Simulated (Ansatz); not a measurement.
## Ni: pressure as volume scale varies

All results are calculated (Ansatz 0.2.0). Periodic Kohn-Sham DFT of a crystal at fixed atoms, scaled to volume_scale times the given cell; pressure positive in compression, energy less spherical unpolarised free atoms, largest_vzz the field gradient of largest size among the nuclei.

The cell before it is scaled or strained (space group Fm-3m, No. 225):
```
Ni
1.0
      0.0000     1.7679     1.7679
      1.7679     0.0000     1.7679
      1.7679     1.7679     0.0000
Ni
1
Direct
  0.00000 0.00000 0.00000
```

Settings of every row: method all-electron PAW; functional LDA; relativity scalar; k mesh 20x20x20; filling fermi-dirac; smearing width 0.05 eV; nucleus gaussian.

Atom:
```
element  start moment (bohr magneton)
     Ni                           1.5
```

Limits: all rows lie far from zero pressure; with one magnetic atom in the cell only parallel moments are possible.

```
row  volume scale  V (Å³/atom)  pressure (GPa)  cell moment (bohr magneton)
  1          0.94       10.388          -8.159                        0.616
  2          0.95         10.5         -10.376                        0.618
  3          0.96       10.611         -12.456                         0.62
  4          0.98       10.832         -16.226                        0.623
  5          0.99       10.942         -17.933                        0.625
  6             1       11.052          -19.53                        0.626
  7          1.01       11.163         -21.025                        0.628
  8          1.02       11.274               ?                            ?
  9          1.04       11.493         -24.951                        0.633
 10          1.05       11.604         -26.091                        0.634
 11          1.06       11.714         -27.154                        0.636
```

Question: what pressure should row 8 give?

Worked fit of pressure. Take u = (V_r/V)^(2/3) − 1 with V_r = 10.997 Å³ an atom, which is twice the finite (Eulerian) strain; such expansions in the strain, on which the Birch-Murnaghan equation of state is built, carry the rest volume and the bulk modulus. The shown rows have u = 0.03871, 0.03131, 0.02411, 0.01013, 0.00335, -0.00332, -0.00994, -0.02898, -0.03518, -0.04123. Least squares give pressure = −18.7389 + 239.704 × u + 868.81 × u² GPa; a straight line predicts inner rows, each left out in turn, worse (root mean square 0.51 against 0.0081 GPa). The rows lie off it by -0.001, 0.006, -0.001, -0.004, -0.007, -0.005, 0.011, 0.005, 0.005, -0.009 (root mean square 0.0062 GPa). The withheld row has u = -0.01645, so the fit gives −18.7389 + 239.704 × (-0.01645) + 868.81 × (-0.01645)² = -22.447 GPa.

The calculation gave -22.423 GPa. The fit lies 0.024 GPa (0.13 % of the column's range) below it; its largest miss of a shown row is 0.011 GPa.

The other values of row 8: cell moment 0.63 bohr magneton.
